**Problem: a soft metal under pressure, fluorite-type SnGe2**

A cubic crystal with one Sn and two Ge atoms in its primitive cell has been relaxed in the LDA at six pressures. Symmetry fixes the position of each atom, so the lattice constant a is the only quantity free to respond. Below, P is the pressure, V the volume per atom, and the volume change is counted from the starting cell.

Fluorite-type SnGe2 (Fm-3m, three atoms per primitive cell), cell and atoms relaxed at each target pressure with the symmetry kept. Ansatz 0.2.0, LDA with scalar-relativistic PAW datasets made for PBE, no spin polarisation, 420 eV plane-wave cutoff, 12×12×12 k mesh, Fermi-Dirac smearing of 0.15 eV. Volume changes are relative to the starting cell, 24.17 Å³ per atom.

| pressure (GPa) | volume per atom (Å³) | volume change (%) |
| --- | --- | --- |
| 1 | 23.78 | -1.64 |
| 4 | 22.75 | -5.88 |
| 12 | 20.82 | -13.89 |
| 20 | 19.50 | -19.34 |
| 30 | 18.29 | -24.32 |
| 40 | 17.37 | -28.13 |

**(a) Over which step of the table is the crystal easiest to compress?**

*Solution.* The largest drop between neighbouring rows is 1.93 Å³, from 4 to 12 GPa, but that step is much wider than the one before it. Compressibility has to be read per unit of pressure. Divided by the width of each step, the drop is largest in the first step and shrinks in every later one.

The first step loses 0.343 Å³ per GPa and the last only 0.092 Å³ per GPa. The usual measure of stiffness is the bulk modulus B = −V dP/dV, whose mean over a step is ΔP divided by ln(V₁/V₂). It is 68 GPa for the first step and 194 GPa for the last, and it rises at each step between. A sudden collapse of volume would show as a dip in this sequence, and the rows have none.

**(b) A fit to the rows gives a bulk modulus of 57.3 GPa at zero pressure. What volume change at 40 GPa would follow if the crystal kept this stiffness?**

*Solution.* A solid of constant stiffness loses the same fraction of its volume for each added GPa. Integrating dV/V = −dP/B₀ gives V = V₀ exp(−P/B₀), where V₀ and B₀ are the volume and modulus at zero pressure. With B₀ = 57.3 GPa, the exponent at 40 GPa is −0.698, so that half of the volume would be gone. The calculation loses 28.13 %.

At 1 GPa the same formula gives −1.7 % against −1.64 % in the table. It overestimates the compression in every row, and the gap widens with pressure. The ratio P/B₀ decides when it may be used: a constant modulus serves only while this ratio is a few percent, and this crystal is squeezed to a pressure of the order of its own modulus.

In lengths the compression is milder, since a goes as the cube root of V. The cubic cell holds twelve atoms, a = (12V)^(1/3), and the Sn–Ge distance is a√3/4. It shortens from 2.851 Å in the first row to 2.567 Å in the last, where it lies 10.43 % below its value in the starting cell.

**(c) Why does the crystal stiffen, and how fast should it do so?**

*Solution.* At zero pressure an outward push balances an inward pull. The push comes from the kinetic energy of the valence electrons, which rises when they are confined, and from their exclusion from the ion cores. The pull comes from the attraction between electrons and ions and from exchange. The push depends more steeply on distance than the pull, so compression upsets the balance ever more strongly in its favour. This is an argument from theory; the table shows the stiffening but does not split it into parts.

A two-term energy turns the argument into a number. With r a typical distance, so that V ∝ r³, take a repulsion falling as r^(−n) and an attraction falling as r^(−m):

E = A V^(−n/3) − C V^(−m/3)

P = −dE/dV = p_rep − p_att, with p_rep ∝ V^(−(n/3+1)) and p_att ∝ V^(−(m/3+1))

B = (n/3+1) p_rep − (m/3+1) p_att

At V₀ the two pressures are equal to a common value p, which leaves B₀ = p(n − m)/3. One more derivative gives −V dB/dV = p[(n/3+1)² − (m/3+1)²], and division by B₀ yields the pressure derivative B′ = dB/dP = (n + m + 6)/3. The strengths A and C have dropped out. B₀ depends on how strong the bonding is, whereas B′ depends only on how steep the two terms are, so solids of very different strength can have similar values, roughly 4 or 5 for many of them.

The rows fit that expectation. The slope of the mean modulus between the midpoints of successive steps is 4.1 at the low end and 3.8 at the high end. Each added GPa therefore buys about four GPa of stiffness. The slope itself falls slightly under compression, a detail that matters in the next part.

**(d) How well does one smooth formula describe the six rows, and how much do its constants depend on the choice of formula?**

*Solution.* The Birch-Murnaghan form expands the energy about its minimum in a strain that stays small even for large compressions, f = ½[(V₀/V)^(2/3) − 1]. Keeping the f² and f³ terms and differentiating gives

P = 3B₀ f (1 + 2f)^(5/2) [1 + (3/2)(B′ − 4) f].

A least-squares fit of the predicted volumes to all six tabulated volumes, equally weighted, gives V₀ = 24.18 Å³, B₀ = 57.2 GPa and B′ = 4.47. No row is off by more than 0.002 Å³, which is less than the rounding of the table. The fitted V₀ agrees with the starting cell to about 0.01 Å³, so the volume changes of the table may be read as changes from zero pressure.

As a check, take the last row, with V₀ = 24.183 Å³ before rounding:

V₀/V = 24.183/17.37 = 1.3922, (V₀/V)^(2/3) = 1.2468, f = 0.1234

3B₀ f = 21.18 GPa, (1 + 2f)^(5/2) = 1.736, bracket = 1 + 1.5 × 0.47 × 0.1234 = 1.087

P = 21.18 × 1.736 × 1.087 = 40.0 GPa

This row was part of the fit, so the agreement proves little. A fit to the other five rows alone predicts its volume to 0.001 Å³, which is the more telling test. The cubic term is needed: with B′ held at 4 the bracket becomes 1, the misfit reaches 0.053 Å³, ten times the rounding, and B₀ is pushed up to 62.2 GPa to make up for it.

Two other three-parameter forms, fitted in the same way, show how much of each constant belongs to the formula. Vinet gives B₀ = 55.9 GPa with B′ = 4.84, and Murnaghan, which takes B as strictly linear in P, gives 59.3 GPa with 3.92. A lower B₀ goes with a higher B′, because the two constants trade against each other. Murnaghan has to use one average slope where the rows show a falling one, and so it misses V by up to twice the rounding.

On the tabulated volumes Vinet misses by no more than about the rounding, so they hardly decide between it and Birch-Murnaghan. The same runs give volumes and reached pressures to more digits, and a refit to those separates the two: the largest misfit is 0.0010 Å³ for Birch-Murnaghan and 0.0071 Å³ for Vinet. That refit gives the 57.3 GPa used in part (b). It makes Birch-Murnaghan the better interpolation for these rows without showing that it is the law behind them, and a fair statement is B₀ = 57 ± 2 GPa with B′ between about 4 and 5.

**(e) All rows are metals. Is the stiffness that of a free-electron gas?**

*Solution.* The bands overlap by 1.70 eV at 1 GPa and by still more at 40 GPa, so the question is natural. Each atom brings four s and p electrons; the filled d shells, though carried in the calculation, are left out of the count. Two properties can be set against a uniform gas of that density: the density of states g at the Fermi level, and the modulus.

The density of states follows from the electronic entropy term TS of the same runs, which for Fermi-Dirac occupation of width kT is TS = (π²/3)(kT)² g. At 1 GPa, TS = 0.11795 eV per cell gives g = 1.59 states per eV per cell. For free electrons g = 3N/(2E_F), with N the twelve electrons of the cell and E_F = ħ²(3π²ρ)^(2/3)/2mₑ at electron density ρ = 4/V. Here E_F is 11.1 eV and g is 1.62.

The calculated g lies 1 to 2 % below the free-electron value in every row. A straight-line fit of ln TS against ln V over the six rows has slope 0.649, close to the free-electron 2/3. This g is an average over several kT on a mesh whose convergence was not tested, so agreement at the percent level may be partly luck. The numbers are consistent with a broad sp band that widens under compression much as a gas would.

The modulus is another matter. The kinetic energy alone gives B = (2/3)ρE_F, about 200 GPa at 1 GPa, against a local modulus of 62 GPa from the slope of the Birch-Murnaghan curve. The kinetic value is too large by a factor of 3.24 in the first row and 1.58 in the last, and the factor falls from each row to the next.

Part (c) explains how both findings can hold. An even electrostatic pull lowers all levels together and leaves their spacing unchanged, so it drops out of the density of states. Only the variation of the potential within the cell can reshape the levels, and here its net effect on g is small. B, in contrast, is a difference of push and pull. For kinetic repulsion (n = 2) against Coulomb attraction (m = 1), the kinetic modulus is (5/3)p and the net one p/3, a fifth of it. That gives some 40 GPa near zero pressure, which is the right order and no more.

The same exponents give B′ = 3, below all of the fits. Something steeper must therefore take part. Exclusion of the valence electrons from the cores is a candidate, but in its simplest form its energy goes as 1/V (n = 3), which raises B′ to 10/3 at most. The simple model thus accounts for the sign of the stiffening and not for its full rate, and these rows do not settle what supplies the rest. The falling factor is as the model requires, since the push outgrows the pull under compression.

**(f) How would the volumes move if the smearing were taken away?**

*Solution.* Fermi-Dirac smearing of 0.15 eV heats the electrons to roughly 1700 K while the ions stay at rest. Hot electrons gain entropy when the bands narrow, that is when the crystal expands, and so they push outwards. To lowest order the thermal free energy is −(π²/6)(kT)² g = −TS/2. With TS ∝ V^s, the extra pressure is s·TS divided by twice the cell volume.

At 1 GPa: 0.649 × 0.11795 eV / (2 × 71.33 Å³) = 5.37 × 10⁻⁴ eV/Å³ = 0.086 GPa

Divided by the local modulus, this pressure expands the first row by 0.14 %, or 0.033 Å³ per atom. The pressure hardly changes along the series, but the crystal stiffens, so the last row gains only 0.008 Å³. To this order, the cells would shrink by these amounts if the smearing were removed. Both shifts exceed the rounding of the table. The effect goes as (kT)², so half the smearing would leave a quarter of it if g is smooth, at the price of greater sensitivity to the k mesh.

**(g) Which digits of the volumes can be trusted, and as what?**

*Solution.* As solutions of the stated calculation, the volumes hold to about one unit in the second decimal. The relaxations stopped within 0.013 GPa of their targets, which in the softest row is worth about 0.005 Å³. The free energy rises by 1.8729 eV per cell from the first row to the last, and the integral of P dV along the fitted curve gives 1.8730 eV. If each final energy was computed with waves up to the same cutoff in its own cell, this agreement suggests that the finite basis adds little false stress. With a set of waves carried over unchanged from the starting cell, the two would agree in any case. The mesh and the functional are not tested either way, since energy and stress share them.

As values for a cold metal in the LDA, the second decimal is already lost at low pressure to the smearing of part (f). The k mesh is a further doubt. The runs themselves raise no warning, but all six use the same mesh, and the data makers' tests on other systems mark metals as sensitive to it. The smoothness of the six volumes shows that mesh noise from row to row is small, yet it would not reveal a shift common to all of them. The PAW datasets were built for PBE and used with the LDA, which adds an error in absolute volume of untested size.

As predictions for a real crystal, only the leading two figures deserve weight. The LDA usually gives volumes too small by a few percent, a rough recalled size, and zero-point motion and thermal expansion would both enlarge the cell further. If such a shift acts like a change of pressure, the stiffening law tells how it reaches the modulus: d ln B/d ln V = −B′, so a cell 1 % larger is some 4 to 5 % softer. A functional that gives a larger V₀ should thus give a lower B₀, and the relative error in B₀ is several times that in V₀.

**(h) Does the smooth curve show that this phase survives to 40 GPa?**

*Solution.* It shows only that the cell resists uniform compression. The forces vanish because symmetry makes them vanish, and the relaxation was not allowed to shear the cell or move an atom off its site. A structure sitting on a saddle of the energy would give an equally smooth equation of state. Tin and germanium are known to mix very little at ambient pressure, and both elements change structure within this range. Whether fluorite-type SnGe2 has real phonon frequencies at any of these pressures, and whether its enthalpy ever falls below that of the separated elements, remains open.
